How far into zinc sulphide does the spin of a single iron atom reach? The isotropic hyperfine constant answers this nucleus by nucleus: it measures how strongly the electron spin acts on a nuclear spin through direct contact. Magnetic resonance sees it as a splitting or broadening of lines, and so can tell where an impurity sits. The last three sites of the table are left open, and the nearer ones have to show what to expect there.

Ansatz 0.2.0, plane waves, PBE, default PAW datasets, scalar-relativistic; cutoff 420 eV; spin-polarised where moments are started, ions relaxed in a fixed cell. Host ZnS, Zn replaced by Fe, charge +1, supercell of 48 atoms, mesh 3x3x1. 5 unpaired electron(s); A of H = A I.S from the contact spin density alone.

```
atom  like atoms  distance from the defect (Å)  site moment (muB)  mass number  isotropic hyperfine constant (MHz)
Fe17           1                          0.00               3.43           57                               -10.6
 S41           1                          2.27               0.13           33                                 4.8
 S33           3                          2.29               0.13           33                                 6.0
Zn18           3                          3.81               0.02           67                                 3.5
 Zn9           3                          3.84               0.01           67                                 0.5
 Zn5           3                          3.85               0.01           67                                 1.1
 S42           3                          4.47               0.01           33                                 0.5
 S25           3                          4.47               0.01           33                                 0.2
 S36           1                          4.48               0.01           33                                 0.7
Zn12           1                          5.42               0.00           67                                -0.1
 S26           1                          5.85               0.03           33                                 1.3
 S29           3                          5.88               0.01           33                                 0.4
Zn13           1                          6.26               0.00           67                                -0.2
Zn14           3                          7.32                  ?           67                                   ?
 S45           3                          7.34                  ?           33                                   ?
 S38           3                          9.38                  ?           33                                   ?
```

The first row is the iron itself. With five unpaired electrons in a positively charged cell it is high-spin Fe³⁺, a half-filled d shell. Its site moment is only 3.43 μB, because bonding moves part of the spin onto the neighbours and some lies between the spheres in which moments are counted. The smaller moment is therefore no sign of a low-spin state.

The iron coupling is negative although its moment is positive. A d electron has no density at the nucleus and cannot act there by contact. Instead, exchange draws the inner s electrons of the same spin slightly outwards and leaves a surplus of opposite spin at the nucleus. This is core polarisation, and semilocal functionals such as the one used here underestimate it, so the true coupling is probably larger in size than 10.6 MHz.

Next come the four sulphur atoms bonded to iron, which together carry about 0.5 μB. Their couplings are positive, as covalent mixing of iron d with sulphur orbitals would give: it puts spin of the iron's own direction on the sulphur. S41 and S33 have equal moments, yet 4.8 and 6.0 MHz. The two columns need not agree, since p electrons add to the moment but only s character reaches the nucleus.

At 3.8 Å come three groups of zinc atoms at almost the same distance, and here distance fails as a guide. Zn18 has seven times the coupling of Zn9. The calculation repeats the defect periodically, with the nearest copies 7.62 Å away. That is twice the distance of Zn18, which sits midway between two iron atoms. If their effects simply added, its coupling would double. The copies may also act in ways that do not add, and the 0.5 MHz of Zn9 is itself uncertain, so the full spread stays unexplained. Any smooth curve through these rows will miss some of them badly.

From 4.5 to 6.3 Å most couplings are below 1 MHz, where a value is uncertain by about its own size. S26 stands out: at 5.85 Å it has 1.3 MHz, more than any sulphur near 4.5 Å and about three times the value of S29 at almost the same distance. The distances suggest part of the reason. They fit stacked layers in which S26 lies equally far from three iron atoms, the original and two periodic copies, while S29 has only one at that distance.

All copies carry parallel spins, so their effects should add, at least roughly. Shared among three iron atoms, the coupling of S26 is 0.43 MHz each, close to the 0.4 MHz of S29. The copies can thus account for the gap between S26 and S29. They do not explain why S26 exceeds S36 at 4.48 Å, which by the same geometry also has three equally near iron atoms but only 0.23 MHz from each. The path of bonds between iron and sulphur may matter here, but nothing in the table tests that. The layer arrangement is inferred from distances and the coupling of S29 is uncertain by about its own size, so the whole reading is only suggestive.

For the open rows a law of decay is needed. The d electrons of iron are localised states whose tails theory expects to fall off roughly exponentially in the surrounding crystal, and the contact coupling follows the spin density in that tail:

A(r) = A₁ × exp(−(r − r₁)/L)

Here A is the hyperfine constant, r the distance from the defect, r₁ = 2.28 Å the mean iron–sulphur distance, A₁ the coupling the curve gives at r₁, and L the decay length. Sulphur and zinc share L but have their own A₁, because their nuclei and their s densities differ. The fit used the twelve known sites around the iron and gave L = 0.96 Å, with A₁ = 5.4 MHz for sulphur.

S45, which took no part in the fit, serves as the worked case:

A = 5.4 MHz × exp(−(7.34 − 2.28)/0.96) ≈ 0.03 MHz

Five ångström beyond the first shell, the curve leaves about half a per cent of the coupling found there.

The forecasts are therefore near zero for all three sites. For Zn14 the curve gives 0.05 MHz with an error bar of 0.3 MHz, because the known zinc atoms beyond 5 Å stay within 0.2 MHz of zero. For S45 and S38 it gives 0.03 and 0.00 MHz with a bar of 0.5 MHz, because S29 still shows 0.4 MHz. Site moments should be at most 0.01 μB in size, and no sign is forecast for the couplings.

These bars are judgements. On the known sites beyond 5 Å the curve has a typical miss of 0.66 MHz, mostly because S26 lies far above it. Counting three iron atoms for S26 would remove only a small part of that gap. A bar of half a megahertz thus assumes that no open site stands out as S26 does.

The withheld rows as computed:

```
atom  like atoms  distance from the defect (Å)  site moment (muB)  mass number  isotropic hyperfine constant (MHz)
Zn14           3                          7.32               0.00           67                                -0.1
 S45           3                          7.34               0.00           33                                 0.0
 S38           3                          9.38               0.00           33                                 0.1
```

All three couplings fall within their bars, and all three moments are zero to the digits shown. Zn14 comes out at −0.1 MHz where the curve gave a small positive value, and S38 at 0.1 MHz where it gave practically nothing. Both differences are too small to interpret, since couplings of this size are uncertain by as much as they amount to. The result supports a short reach of the spin in this calculation, though only along the long edge of the supercell, because sideways the periodic copies stand too close for such a test. A plain guess of zero would have done equally well.

The form of the decay remains open. An inverse cube of the distance, fitted to the same twelve sites, describes them about as well as the exponential, as the output below shows. That law belongs to the dipolar field of a distant magnet, which is not part of a contact coupling, so the choice of the exponential rests on theory. The known far couplings are too small and too disturbed by the periodic copies to decide it.

The picture carries over to other impurities through one question: how tightly is the spin bound? Manganese as Mn²⁺ has the same half-filled d shell, so the metal should again be negative and the nearest sulphur positive, with the spin fading within a few shells. A shallow donor is the opposite case, because its electron spreads over many shells and reaches distant nuclei. For Fe³⁺ itself the real reach may be even shorter than computed, since semilocal functionals spread defect states too far.

Printed output of the fit:

```
fit of A on 12 rows (r > 1): coefficient of isS*exp(-(r - r1)/s) 5.397 +/- 0.64, coefficient of isZn*exp(-(r - r1)/s) 8.451 +/- 2.6, s 0.9629; rms 0.794, worst Zn18 -1.77, leave-one-out rms 1.18
  rows outside the fit (model, value, miss): Fe17 0, -10.6, 10.6; Zn14 0.04506, -0.1, 0.145; S45 0.02818, 0, 0.0282; S38 0.003388, 0.1, -0.0966
fit of A on 12 rows (r > 1): coefficient of isS*(r1/rr)**3 5.373 +/- 0.62, coefficient of isZn*(r1/rr)**3 7.574 +/- 2.4; rms 0.81, worst Zn18 -1.88, leave-one-out rms 1.16
  rows outside the fit (model, value, miss): Fe17 0, -10.6, 10.6; Zn14 0.2289, -0.1, 0.329; S45 0.1611, 0, 0.161; S38 0.07717, 0.1, -0.0228
withheld couplings within the error bar of the exponential forecast, out of 3: 3
largest size of a withheld site moment, muB: 0
rms miss of the exponential fit on known sites beyond 5 angstrom, MHz: 0.6575
summed moment of all known listed sites, muB: 4.2
summed moment of the four nearest S, muB: 0.52
distance expected for Zn12 with three equally near Fe, angstrom: 5.421
distance expected for S36 with three equally near Fe, angstrom: 4.495
distance expected for S26 with three equally near Fe, angstrom: 5.908
coupling of Zn18 over that of Zn9, ratio: 7
coupling of S26 over that of S29, ratio: 3.25
coupling of S26 per near Fe (three), MHz: 0.4333
coupling of S36 per near Fe (three), MHz: 0.2333
couplings of S42 and S25 together per near Fe (three in all), MHz: 0.2333
```
